In a strong octahedral field the seven d electrons ought to sort themselves into whole numbers. The five d orbitals split into a lower t₂ set of three and an upper e pair, 10Dq apart, and each term should belong to one configuration t₂⁷⁻ⁿeⁿ with n = 1, 2, 3 or 4. The mean number of e electrons would then be an integer, and the terms would come in four bunches, one 10Dq higher for each promoted electron. With 10Dq/B = 39.0 the field of this parametric ligand-field calculation is strong enough to make the ground term low-spin, so the picture should be near its best.

Terms of a d⁷ shell in an octahedral (Oh) ligand field, calculated with ligand-field diagonalisation 1 by exact diagonalisation of a parametric model without spin–orbit coupling, with Racah parameters B = 520 cm⁻¹ and C = 2390 cm⁻¹ and 10Dq = 20280 cm⁻¹. Energies are relative to the lowest term, and e electrons is the mean number of electrons in the e pair of d orbitals.

```
term symbol  term energy (cm⁻¹)  term e electrons
         2E                 0.0              1.02
        4T1              8946.3              2.01
        2T1             18519.7              2.00
        2T2             19090.4              2.01
        2T1             22135.6              2.03
        4T2             28050.4              3.00
        2T2             30725.7              2.15
        4T1             34674.5              2.99
        2A1             37300.4              3.00
        2T1             39258.5              3.00
        2T2             40527.3              2.91
         2E             40530.7              3.00
        2T1             43926.0              3.00
        2T2             44479.8              3.04
        2A2             47700.4              3.00
        4A2             48330.4              4.00
         2E             53464.4              3.33
        2T1             60582.1              3.98
         2E             63726.3              3.65
        2T2             70598.7              3.88
```

A term symbol gives the spin multiplicity 2S+1 followed by the octahedral symmetry species, so 2E is a spin doublet that is twofold degenerate in space and 4T1 a quartet that is threefold degenerate; they are written ²E and ⁴T₁ below. The term energy is measured from the lowest term, the last column is the mean e count ⟨n⟩, and B and C are the Racah parameters of the repulsion between d electrons. All energies are in cm⁻¹.

Most of the count column bears the picture out. Eight of the twenty terms are integer within the rounding of 0.005, and seven more are off by 0.01 to 0.04. The ground ²E, at 1.02, is t₂⁶e¹ almost pure. Five terms break the pattern. The two highest ²E terms have 3.33 and 3.65, which is 0.33 above three and 0.35 below four, and three ²T₂ terms have 2.15, 2.91 and 3.88. The breaks are confined to two symmetry species, and within each species they compensate: the four ²E counts add to 11.00, which is 1 + 3 + 3 + 4, and the five ²T₂ counts to 13.99, which is 14 within the rounding of five entries. Theory demands this, because the trace of the e-number operator over a symmetry block does not change when the states of the block are mixed. Whatever e character one term gains, another of the same spin and symmetry has lost, and the ²E rows alone already point to the two upper terms as each other's partners.

The agent of the mixing is standard. The ligand field is diagonal in the configurations, whereas the repulsion between electrons can scatter one or two of them between t₂ and e. Repulsion conserves total spin and octahedral symmetry, so it connects only terms with the same symbol. A symbol that occurs once in d⁷ has nothing to mix with, and ⁴T₂, ⁴A₂, ²A₁ and ²A₂ accordingly have counts of 3.00, 4.00, 3.00 and 3.00. Their energies are closed expressions, and the table shows ⁴A₂ − ⁴T₂ = 20280.0, which is 10Dq, and ²A₂ − ²A₁ = 10400.0, which is 20B.

Sizing the breaks needs a baseline in which repulsion acts fully inside each configuration and not at all between configurations. The standard Tanabe–Sugano matrices supply it: those of d³ with the sign of Dq reversed, since d⁷ is three holes in the shell. A diagonal element is (n − 2.8)·10Dq plus multiples of B and C, where 2.8 is the mean e count over all 120 states. Diagonalising only among states of equal n gives unmixed levels with an integer parent count n₀, the gap Δ between any two of them, and the coupling V left between levels of different n. Energies are put on the scale of the table through the pure ⁴A₂ term, 12Dq − 15B. Diagonalised in full, the same matrices return every energy of the table within 0.07 and every count within 0.005. That agreement shows that the matrix elements are the right ones, so that the gaps, couplings and parent weights quoted below are those of the calculation. It is the same model solved again and says nothing about a real ion.

For two levels Δ apart and coupled by V, the eigenvalues separate to √(Δ² + 4V²), and each state takes on a weight w = ½[1 − Δ/√(Δ² + 4V²)] of the other. This tends to (V/Δ)² for a wide gap and to ½ as the gap closes. The estimate used here treats every pair of unmixed levels as such a two-level problem and adds the results, ⟨n⟩ ≈ n₀ + Σ w·δn, where δn is the partner's parent count less n₀. Nothing in it is fitted to any row; B, C and 10Dq are the settings of the run.

The lowest ⁴T₁, at 8946.3, is the well-behaved case. Its block has two members, t₂⁵e² at −8Dq − 12B and t₂⁴e³ at 2Dq − 3B, coupled by 6B. The gap is 10Dq + 9B = 20280 + 4680 = 24960 and V = 3120, so the levels separate to √(24960² + 4·3120²) = 25728.2, and the table has 34674.5 − 8946.3 = 25728.2. The weight is ½[1 − 24960/25728.2] = 0.0149, which gives 2.0149 and 2.9851 and rounds to the tabulated 2.01 and 2.99. For a block of two the formula is exact, so this row illustrates the estimate without testing it. What matters is the sign of the 9B. The member of the higher configuration is also the one with more repulsion, so repulsion widens the gap that the field opens, and the mixing stays near one per cent.

In the ²E at 53464.4 the sign is reversed. The block holds two t₂⁴e³ states, and in one of them the two t₂ holes are coupled to ¹A₁, an in-phase mixture of the three arrangements with both holes in one orbital and the costliest state open to them; its diagonal energy is 2Dq + 8B + 6C. The t₂³e⁴ state of the block has one hole in each t₂ orbital and lies at 12Dq − 6B + 3C. Promoting an electron thus costs 10Dq and saves 14B + 3C, which leaves 20280 − 7280 − 7170 = 5830. The two e³ states are themselves coupled by 10B, and this lifts the upper one further, until the unmixed gap to e⁴ is only 3872, about a fifth of 10Dq. The coupling across that gap is 4907, so V/Δ = 1.27.

The two-level formula gives √(3872² + 4·4907²) = 10550 and w = ½[1 − 3872/10550] = 0.316. The upper term should then have 4 − 0.316, close to the 3.683 of the full pairwise sum. The lower term also borrows 0.012 of the ground configuration t₂⁶e¹, which counts twice because δn = −2, so it has 3 + 0.316 − 0.024, or 3.293 with unrounded weights. The table has 3.65 and 3.33. The estimate falls short by 0.033 and 0.037 electrons, about a tenth of each break, and the reason can be traced. The ground level and the upper e³ level repel each other by V²/Δ = 6195²/55618 = 690, the amount by which the ground term lies below its unmixed position. The e³ level goes up by as much, the gap to e⁴ shrinks to 3872 − 690 = 3182, and the weight becomes ½[1 − 3182/√(3182² + 4·4907²)] = 0.346. That puts the upper term at 3.65, as tabulated. Each of the two terms keeps only about 65 per cent of its parent configuration, and a single configuration label describes neither. Their energies are displaced by −2844 and +3546 from the unmixed levels, the largest shifts among the twenty.

The ground term shows that a large coupling alone makes no break. Its V of 6195 is larger than the 4907 that scrambles the upper pair, yet its count is off by only 0.02. The configuration t₂⁵e² contains no ²E state, so t₂⁶e¹ has to reach across two promotions to the e³ levels, and the one it couples to most strongly lies 55618 away. In the same way the ²T₂ levels from e³ and e⁴ that end at 44479.8 and 70598.7 are coupled by 5061 across 22548 and exchange a weight of only 0.04. The two narrowest gaps to a main partner, 3872 and 6441, belong to four of the five breaks. Among the remaining mixed excited terms the gap to the main partner lies between about 16500 and 25000, V/Δ is at most 0.22, and the counts stay within 0.04 of an integer except at 70598.7, which is taken up below.

The gap of 6441 belongs to the ²T₂ at 30725.7, where the same accident of repulsion occurs one configuration lower. Its parent is mainly t₂⁵e² with the two e electrons coupled to ¹A₁, at −8Dq + 6B + 5C, the highest-repulsion state of that configuration. Above it lies t₂⁴e³ with the t₂ holes in a spin triplet, at 2Dq − 6B + 3C. Promotion costs 10Dq and saves 12B + 2C, leaving 20280 − 6240 − 4780 = 9260, and the couplings inside each configuration raise the first level and lower the second until 6441 remains. With V = 3335 the ratio is 0.52 and the pair weight 0.15. The partner is the term at 40527.3 with its count of 2.91.

Here the estimate does worst. It gives 2.230 and 2.844 against 2.15 and 2.91, too far from the integers by 0.080 and 0.066 electrons, so that it overstates the first break by half and the second by about seven tenths. The full solution leaves the lower term a parent weight of 0.869. If the lost 0.131 is split into a part x from e³ and a part y from e⁴, then x + y = 0.131 and x + 2y = 0.15, so y is about 0.02 and x about 0.11, less than the 0.15 that the nearest pair would give alone. Other levels therefore act against the pair mixing. The e² level is coupled directly to t₂³e⁴, chiefly through a two-electron element 4B + 2C = 6860, which pushes it down and away from its e³ partner, and the energies agree in sign: the pair alone would separate to √(6441² + 4·3335²), about 9270, whereas the table has 40527.3 − 30725.7 = 9801.6. The e⁴ level also offers an indirect path from e² to e³ whose amplitude can cancel part of the direct one. The shift is the larger effect. Second-order theory across the diagonal gap 20Dq − 6B lowers the e² level by about a fifth of its distance to the e³ partner, and that alone cuts the pair weight from 0.15 to about 0.12. The indirect path, whose sign in the matrices does oppose the direct one, is the smaller correction towards the 0.11 found above. In ²E the third level narrowed the gap and the estimate fell short, and in ²T₂ it widens the gap and the estimate overshoots. A sum over independent pairs fails in either direction once one pair is strongly mixed and a third level shifts one of its members.

The same two-electron element supplies the larger part of the fifth break. The ²T₂ at 70598.7 has no close neighbour and keeps a parent weight of 0.919, yet its count is 0.12 below four. A lost weight of 0.081 can lower the count by 0.12 only if about 0.04 of it is e², which counts double, and about 0.04 is e³. The opposite deception occurs in the ²T₁ at 43926.0. Its count is 3.00 although its parent weight is 0.959, the same as that of the ²T₂ at 44479.8 with 3.04, because it borrows about equally from e² below and e⁴ above. A fractional count proves mixing, and an integer count proves purity only for the four terms that symmetry leaves alone.

Over all twenty rows the integer pattern misses the counts by 0.118 electrons in the root mean square and the pairwise estimate by 0.026. Fourteen rows are reproduced within about 0.005, the one at 70598.7 only at the edge of the rounding, four of them trivially because they are pure and two because their block has two members. The six that are not comprise the two strongly mixed pairs and the terms at 43926.0 and 44479.8, which are off by about 0.01.

The other half of the naive picture, the four bunches of energies, fails for a different reason. With the field cost (n₀ − 1)·10Dq taken off, the terms of each parent above e¹ still spread over 1.07 to 1.25 times 10Dq, so the bunches overlap. A quartet lies lowest in each of these three bunches, since three parallel spins gain the most exchange energy, and ⁴T₂ and ⁴A₂ both come to −12510 on this scale. In two places the order by parent count is inverted: ⁴T₂ (e³) lies 2675.3 below the ²T₂ at 30725.7 (e²), and ⁴A₂ (e⁴) lies 5134.0 below the ²E at 53464.4 (e³). The overtaken terms are the same two that carry the positive breaks, as they must be if both features come from their being the highest-repulsion states of their configurations. Mixing does not cause the inversions. It lowers both doublets, and without it the inversions would be wider, 4977 and 7978.

The count has a direct meaning on a Tanabe–Sugano diagram. The field enters the Hamiltonian as 10Dq times the e-number operator less 2.8, so by the Hellmann–Feynman theorem the derivative of a term's energy with respect to 10Dq, at fixed B and C, is ⟨n⟩ − 2.8, and the gap to the ground term has slope ⟨n⟩ − 1.02. This is exact within the model but is argued here, since the table holds one field strength. The upper ²E terms have slopes 2.31 and 2.63 where pure configurations would give 2 and 3, which is how two branches of an avoided crossing look near their closest approach. The unmixed gap between levels one promotion apart changes one for one with 10Dq while V stays fixed, so it closes at 20280 − 3872 = 16408 for ²E and at 20280 − 6441 = 13839 for ²T₂. In the pair picture the partners would share their parents equally at those fields and exchange labels below them. The third levels move the ²E point up by several hundred and the ²T₂ point down by a good deal more, since the e⁴ level comes closer as the field falls, so both values are rough. Raising 10Dq by 10000 would instead open the ²E gap to 13872 and cut the pair weight from 0.316 to 0.09.

The lowest ⁴T₁ also closes on the ground term as the field weakens, and there the crossing is real, because repulsion cannot couple a quartet to a doublet. Without mixing the gap is 10Dq − 4B − 4C = 20280 − 2080 − 9560 = 8640, and mixing, which lowers ²E by 690 and ⁴T₁ by 384, raises it to 8946. A straight line of slope 0.99 reaches zero at 10Dq = 11243, anywhere from 11151 to 11334 given the rounding of the two counts, and the full matrices put the crossing at 11208. This is an extrapolation over nearly half the field at frozen B and C. In a real complex the change of spin lengthens the bonds and lowers 10Dq, so 8946.3 is a vertical gap and no spin-crossover energy. Nor is it an absorption band of ordinary strength, being spin-forbidden from ²E; the first spin-allowed excitation is the ²T₁ at 18519.7.

A neighbouring case can be guessed from three questions: whether a symbol occurs in two configurations, whether the lower configuration's member is its high-repulsion state and the upper one's a low-repulsion state, and whether the repulsion saved comes within a few V of 10Dq. A smaller B, as a more covalent ligand gives, weakens the ²E coupling, whose matrix elements are multiples of B, and widens the gap as well, so the break shrinks on both counts; a larger C narrows the gap and deepens it, until the gap closes and the parents exchange. In octahedral d³ the sign of Dq is reversed, the 14B + 3C adds to 10Dq, and this pair of ²E states is far apart. That does not make d³ smooth. In the gap of 55618 across two promotions the repulsion adds to 20Dq, and with the sign reversed it subtracts, so the gap falls to less than half, where V = 6195 gives a pair weight near 0.05 that counts double. Two-electron couplings of this kind, like the one behind the fifth break, need checking as well.

The purity and the breaks both rest on imposed symmetries. A single e electron makes the ground ²E Jahn–Teller unstable, and a tetragonal distortion would split the E and T terms and give ²A₁ and ²A₂ partners among their components, ending their exact integers. Spin–orbit coupling is absent. It matters most for the ²T₂ at 40527.3 and the ²E at 40530.7, whose separation of 3.4 is an accident of the parameters that a small change could reverse. Repulsion cannot mix them, but a spin–orbit constant of a few hundred cm⁻¹, a rough recalled size for a late 3d ion, is allowed by symmetry to do so, and their components would then take counts between 2.91 and 3.00. The count itself is an occupation of model e orbitals with no ligand character, and the strongest break lies above 50000, where a real complex generally has charge-transfer states that a single d shell cannot describe.
